Vertical ionisation of BH2Si from the neutral doublet to the triplet cation at the PBE0/def2-TZVP geometry, computed with Ansatz 0.2.0 and, for AFQMC, the in-house program afq 1. The basis is cc-pVTZ except in the CBS rows, and the wave-function levels use UHF determinants and frozen cores. The reference level of the best estimate is CCSDT(Q).

| level | this level less the best estimate at the basis limit (meV) | statistical noise, one standard error (meV) |
| --- | --- | --- |
| HF | -1072.0 | 0.000 |
| MP2 | -112.0 | 0.000 |
| CCSD | -143.0 | 0.000 |
| CCSD(T) | -92.0 | 0.000 |
| CCSDT | -97.0 | 0.000 |
| CCSDT(Q) | -93.0 | 0.000 |
| ph-AFQMC/CISD | -87.0 | 7.000 |
| released AFQMC | -90.0 | 9.000 |
| HF/CBS | -1079.0 | 0.000 |
| MP2/CBS | 8.0 | 0.000 |
| CCSD(T)/CBS | 1.0 | 0.000 |
| PBE | -159.0 | 0.000 |
| r2SCAN | -161.0 | 0.000 |
| PBE0 | -121.0 | 0.000 |
| B3LYP | -42.0 | 0.000 |
| wB97M-V | -54.0 | 0.000 |
| B2PLYP | -116.0 | 0.000 |

The wave-function rows fall into three groups. Hartree-Fock puts this ionisation gap about 1.1 eV below the best estimate, correlated methods in the triple-zeta basis put it about 0.1 eV below, and the two correlated rows at the basis limit (CBS) land within 10 meV of it. Counting electron pairs, with two remembered numbers, is enough to reproduce this pattern.

**Why the gap comes out too small**

Hartree-Fock lets each electron feel only the average field of the others. Two electrons of opposite spin in the same region therefore come too close too often, and the energy of the pair is too high. The correction is the correlation energy. For an isolated pair, as in the helium atom or the hydrogen molecule, it is roughly 1.1 eV.

The neutral molecule, a doublet, has five valence electrons of one spin and four of the other, so four orbitals hold a pair of opposite spins. The triplet cation has five and three, so only three orbitals do. These are the pairs counted here. Correlation should therefore lower the neutral more than the cation, by about the energy of one pair. A method without correlation leaves the neutral too high and the gap too small. The table shows the size and sign of the error; that the lost pair causes it is an argument from the electron count.

**Why a tenth of the error survives in a correlated method**

Where two electrons meet, the exact wave function has a kink, the electron-electron cusp. Products of smooth orbitals build up this kink slowly, so a triple-zeta basis misses roughly a tenth of a pair's correlation energy. The neutral has one pair more, so it loses more, and the gap is again too small. Hartree-Fock has no such kink to describe: going to the basis limit changes its gap by only 7 meV, against 93 meV for CCSD(T).

**The rule**

$$\text{error} \approx -\,n\,s \times 1.1\ \text{eV}$$

Here $n$ is the number of pairs sharing an orbital that are lost in going from the first state to the second, and $s$ is the share of the correlation energy that the calculation misses. Take $s=1$ for Hartree-Fock in any basis, $s=0.1$ for a correlated wave function in a triple-zeta basis and $s=0$ for a correlated wave function at the basis limit. In this table $n=1$ throughout.

For Hartree-Fock the rule gives an error of −1.1 eV. The computed gap is 8.272 eV; adding 1.1 eV gives 9.37 eV, against a best estimate of 9.344 eV.

For CCSD(T) in the triple-zeta basis the rule gives $-0.1\times1.1=-0.11$ eV. The table has −92 meV, so the correction overshoots by about 20 meV. Both numbers are rough recalled values; the program fits neither of them to the table.

**How far to trust it**

Over the eleven wave-function rows the rule misses by 17 meV on average, as the output below shows. These rows are not eleven separate tests, because the correlated triple-zeta rows share nearly the same basis error. The best estimate is itself built on the CCSD(T) limit, and agreement between AFQMC and CCSDT(Q) was partly a condition for accepting the reference. What the rule really gets right is two sizes and their common sign.

The largest miss, 33 meV, belongs to CCSD. This method leaves out the joint motion of three electrons, and its gap lies 50 meV below that of CCSDT(Q) in the same basis. The rule knows about lost pairs and about the basis, but not about such gaps in the method. They should largely remain at the basis limit, so $s=0$ is safe only for a method that is itself accurate. MP2 does well there partly by cancellation: it starts lower than CCSDT(Q) in the triple-zeta basis, but its step to the limit is larger than that of CCSD(T), 120 meV against 93 meV.

The value of 1.1 eV per pair is a typical size, not a constant. Sharing the neutral's valence correlation energy of 6.4 eV equally among its four pairs would give 1.6 eV each, far more than the 0.98 eV by which Hartree-Fock falls short of CCSDT(Q) in the same basis. Electrons in different orbitals are correlated too, and the correlation among those that stay behind changes. One molecule can't show how well the value carries over; in another, the Hartree-Fock correction may be wrong by half an eV or more.

**What to do with it**

Count the pairs in both states before reading a gap. If one is lost, a first guess is to add about 1.1 eV to a Hartree-Fock gap and about 0.1 eV to a correlated triple-zeta one; this table tests that guess for one molecule only. If the same molecule instead gave up its unpaired electron and became a singlet cation, all four pairs would remain, and the same reasoning leads one to expect a smaller Hartree-Fock error. It would not vanish, because the departing electron was correlated with the others too.

Do not apply the correction to density functionals. They take most or all of their correlation from the density, so the slow build-up of the cusp is not their main error. Their deviations run from −42 meV for B3LYP to −161 meV for r2SCAN, and the rule would miss by up to 68 meV.

The corrected number is an estimate for this pair of states with frozen cores. Another spin state lies lower, so it should not be quoted as the molecule's lowest ionisation energy.

Printed output of the fit:

```
Rule of thumb in meV (functionals are outside its range):
             row  missing_share   rule  table  rule_less_table
              HF              1  -1100  -1072              -28
             MP2            0.1   -110   -112                2
            CCSD            0.1   -110   -143               33
         CCSD(T)            0.1   -110    -92              -18
           CCSDT            0.1   -110    -97              -13
        CCSDT(Q)            0.1   -110    -93              -17
   ph-AFQMC/CISD            0.1   -110    -87              -23
  released AFQMC            0.1   -110    -90              -20
          HF/CBS              1  -1100  -1079              -21
         MP2/CBS              0      0      8               -8
     CCSD(T)/CBS              0      0      1               -1
             PBE            0.1   -110   -159               49
          r2SCAN            0.1   -110   -161               51
            PBE0            0.1   -110   -121               11
           B3LYP            0.1   -110    -42              -68
         wB97M-V            0.1   -110    -54              -56
          B2PLYP            0.1   -110   -116                6
HF gap in cc-pVTZ, eV: 8.272
HF gap after the rule's correction, eV: 9.372
CCSD(T) gap in cc-pVTZ, eV: 9.252
CCSD(T) gap after the rule's correction, eV: 9.362
mean absolute miss of the rule, 11 wave-function rows, meV: 16.73
largest absolute miss of the rule, wave-function rows, meV: 33
mean error of the 7 correlated wave-function rows in cc-pVTZ, meV: -102
mean absolute miss if the rule is forced on the 6 functionals, meV: 40.17
largest absolute miss if forced on the functionals, meV: 68
change of HF from cc-pVTZ to the basis limit, meV: -7
change of MP2 from cc-pVTZ to the basis limit, meV: 120
change of CCSD(T) from cc-pVTZ to the basis limit, meV: 93
CCSD(T) basis step as percentage of the HF error at the limit: 8.619
CCSD less CCSDT(Q), same basis, meV: -50
HF less CCSDT(Q), same basis, meV: -979
valence correlation energy of the neutral in cc-pVTZ, eV: 6.398
the same shared equally over four pairs, eV: 1.599
```
